## Why does anatase lose part of its gap when it expands?

The band gap of titanium dioxide is a few electronvolts. If its ions were point charges with their full formal charges, the electron levels on titanium and on oxygen would be pushed apart by some tens of electronvolts. The gap is thus a small remainder of large contributions that mostly cancel, and a bond length that changes by a few per cent can move it noticeably.

The table follows anatase, one crystal form of TiO₂, through nine volumes in density-functional theory (PBE). The ratio c/a of the cell edges is held fixed and the atoms don't relax, so every distance grows as the cube root of the volume $V$. The shortest distance $d$ is the one between titanium and oxygen.

Anatase TiO₂ at fixed fractional atomic positions, computed with Ansatz 0.2.0 in all-electron LAPW with the PBE functional, scalar-relativistic and without spin polarization. All runs use a 13×13×13 k mesh, Fermi-Dirac smearing of 0.08 eV and a basis error target of 1 meV/atom; c/a refers to the conventional tetragonal cell.

| volume (Å³/atom) | c/a | shortest distance (Å) | band gap (eV) | smallest direct gap on path (eV) |
| --- | --- | --- | --- | --- |
| 10.677 | 2.5136 | 1.897 | 2.309 | 2.593 |
| 10.904 | 2.5136 | 1.911 | 2.263 | 2.551 |
| 11.131 | 2.5136 | 1.924 | 2.218 | 2.508 |
| 11.245 | 2.5136 | 1.931 | 2.195 | 2.486 |
| 11.358 | 2.5136 | 1.937 | 2.164 | 2.461 |
| 11.472 | 2.5136 | 1.943 | 2.150 | 2.440 |
| 11.585 | 2.5136 | 1.950 | 2.127 | 2.418 |
| 11.813 | 2.5136 | 1.963 | 2.083 | 2.372 |
| 12.040 | 2.5136 | 1.975 | 2.039 | 2.325 |

**(a) How much does the gap change per per cent of volume? Can the broadening of bands under compression be the main cause?**

*Solution.* From the smallest to the largest volume the band gap falls from 2.309 to 2.039 eV. Divided by the change of $\ln V$ this gives a slope of about −2.2 eV, which is called a deformation potential. In handier terms, one per cent more volume costs about 0.02 eV of gap.

The tempting explanation starts from a true statement. When atoms come closer, their orbitals overlap more and each band gets wider. If the band centres stayed where they are, the top of the filled band would rise, the bottom of the empty band would sink, and compression would narrow the gap. This is what happens in solid iodine, whose gap closes under pressure.

In anatase the computed gap widens on compression, at every step of the table. Broadening can still be at work, but something stronger must drive the filled and the empty band apart. The smallest direct gap on the path, for which the electron keeps its crystal momentum, points the same way. It stays 0.28 to 0.30 eV above the band gap throughout, so the two gaps shift almost together.

**(b) The filled states at the gap are mainly oxygen 2p, the empty ones mainly titanium 3d. Estimate what the electrostatic potential of the ions does to their separation.**

*Solution.* The nature of the two bands is taken here from the standard chemistry of this oxide. The run at 11.358 Å³/atom was also set to resolve its states into orbitals, but that part of its output is not used here. An electron on titanium is surrounded by negative oxygen ions, which raise its energy. An electron on oxygen is surrounded by positive titanium ions, which lower it. Both effects grow as $1/d$, so compression drives the two levels apart, and the sign is right.

For the size, take point ions with charges +4 and −2. Their potential separates the two levels by roughly 70 eV, a recalled value, at the middle distance of 1.937 Å. Between the shortest and the longest distance of the table this separation shrinks by

$$70\ \text{eV}\times\left(\frac{1.937}{1.897}-\frac{1.937}{1.975}\right)\approx 3\ \text{eV}.$$

The computed fall is 0.27 eV, about ten times less. Electrostatics is therefore amply strong enough, but the point-ion picture can't be taken literally. Real charges in TiO₂ are well below the formal ones, and the electrons rearrange so as to weaken the change. Broadening, which opposes the widening, probably takes away a further part. How the factor of ten divides among these three is not known from this calculation.

**(c) Covalent mixing of oxygen 2p and titanium 3d also pushes the empty levels up and the filled ones down. Does the shape of the curve favour one of the two causes?**

*Solution.* Two levels that mix repel each other. If the mixing is weak, the repulsion goes as the square of the coupling divided by the separation of the levels; if it is strong, it goes as the coupling itself. The coupling between p and d orbitals falls off roughly as $d^{-3.5}$. The covalent push should therefore follow a power between $d^{-3.5}$ and $d^{-7}$, much steeper than the electrostatic $1/d$.

A steep law acts more strongly at the compressed end. For a gap of the form $A+B\,d^{-n}$, with constants $A$ and $B$, the slope against volume goes as $V^{-(1+n/3)}$. One can thus take the fall of the gap over the last two volume steps of the table and predict the fall over the first two, which cover practically the same change of volume. The constants cancel, and the compressed rows are not used in the prediction.

At the expanded end, from 11.585 to 12.040 Å³/atom, the gap falls by 88 meV. The law $d^{-7}$ then demands 115 meV at the compressed end, and $1/d$ demands 98 meV. The calculation gives 91 meV: the gap runs almost straight with volume, and the steep law bends far too much.

How much weight can such differences bear? At 11.358 Å³/atom the printed gap lies 8 meV below the value that the same run gives on its regular mesh of crystal momenta, whereas the other rows agree. Different sampling is the likely reason, though this is not shown. It hardly blurs the comparison: the mesh values of all nine rows follow a smooth curve to within a fraction of a meV, and an error that they share largely cancels in the falls. Even the miss of 7 meV for $1/d$ is therefore probably real, and the 24 meV of $d^{-7}$ weigh much more. The milder covalent law $d^{-3.5}$ misses by 13 meV and lies in between.

The smallest direct gap is a harder test. It falls by 85 meV at the compressed end and by 93 meV at the expanded end, so $1/d$ misses it by 18 meV and $d^{-7}$ by 36 meV. The order of the two laws stays the same, but a fall that grows on expansion fits no single law $A+B\,d^{-n}$ with positive $B$ and $n$. At least one opposing term seems to be needed, unless the smallest direct gap changes its place on the path as the volume grows.

A least-squares fit of $A+B\,d^{-n}$ to all nine rows, with the mesh value at 11.358, ranks the two in the same order. The typical miss is 1.5 meV for $1/d$ and 4.5 meV for $d^{-7}$. The size of the effect, however, speaks for the covalent push: it would have to contribute only about 1 eV to the gap if it follows $d^{-7}$, and about 2 eV if it follows $d^{-3.5}$. Such sizes are plausible for the bands as a whole, whereas electrostatics has to be cut down tenfold. The states right at the gap, however, are expected to be largely non-bonding in anatase, so the covalent push on them should be weaker.

Broadening, the loser of part (a), helps to weigh these findings. By a common rule of thumb, the coupling between the p orbitals of neighbouring oxygen ions goes as $d^{-2}$, so on compression it grows faster than $1/d$. Subtracted from an electrostatic widening, such a term eats up more of the gain at the compressed end and straightens the curve, as the table asks. Subtracted from a steeper covalent widening, it would make the curve bend even more. The argument has a gap, though: the coupling between titanium d orbitals falls off more steeply still, roughly as $d^{-5}$, and broadening of that kind could straighten the milder covalent law as well.

The simplest reading that suits the shape is thus an electrostatic widening, weakened by broadening, with a covalent share of unknown size; a mainly covalent widening is not ruled out. This is an argument from the shape of a curve and no measurement of the parts. A direct test would need the orbital character of the band edges and their energies on a common scale, both at several volumes, and the results used here contain neither. The projection onto orbitals requested at 11.358 Å³/atom could help with the character, but a single volume can't show how it changes.

For practical use the slope is expected to be worth more than the gap itself, since PBE puts the gap of anatase about a third below the measured value of roughly 3.2 eV. Even the slope holds for uniform scaling only. Under real pressure the cell would also change its shape and the oxygen atoms would shift, which may alter it.
